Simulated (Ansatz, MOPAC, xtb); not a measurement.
**GeCl4 (SMILES [Cl][Ge]([Cl])([Cl])[Cl]): the zero-point energy at each level's own minimum, rung by rung**

GeCl4, singlet, SMILES `[Cl][Ge]([Cl])([Cl])[Cl]`. Each level relaxes the structure for itself.

Quantity: the zero-point energy at each level's own minimum, in kJ/mol. The values are calculated.

```csv
level,kind,program,value (kJ/mol)
PM6-D3,semi-empirical,MOPAC,13.1
PM6-D3H4,semi-empirical,MOPAC,13.0
PM6-DH+,semi-empirical,MOPAC,13.0
GFN1-xTB,semi-empirical,xtb,13.8
HF/STO-3G,Hartree–Fock,Ansatz,16.7
HF/3-21G,Hartree–Fock,Ansatz,15.2
HF/6-31G* (Cartesian functions),Hartree–Fock,Ansatz,16.0
PBE/def2-SVP,GGA,Ansatz,14.4
PBE0-D4/def2-TZVP,global hybrid,Ansatz,15.2
B3LYP/6-31G* (Cartesian functions),global hybrid,Ansatz,14.5
```

All-electron rows without a relativistic Hamiltonian named are non-relativistic. Harmonic and unscaled. The values span 13.0 to 16.7 kJ/mol.

The zero-point energy of GeCl4 is small for a five-atom molecule because heavy atoms and single Ge–Cl bonds give low vibrational frequencies. The four stretches contribute most of it, so the spread between levels probably reflects mainly how stiff each makes the Ge–Cl bond.

The cleanest comparison is in the 6-31G* basis, where the value falls from 16.0 kJ/mol with Hartree–Fock to 14.5 kJ/mol with B3LYP. This fits the usual effect of missing correlation: without the admixture of Ge–Cl antibonding character, the polar bonds come out too stiff. Basis set matters as much, since Hartree–Fock moves non-monotonically from 16.7 through 15.2 to 16.0 kJ/mol. Its match with PBE0-D4 at 15.2 kJ/mol therefore suggests compensating errors in the small basis rather than an equivalent description of the bonding.

The three PM6 variants nearly coincide, as expected when their corrections target mainly noncovalent contacts. Similar totals can still hide different balances between stretching and bending modes.
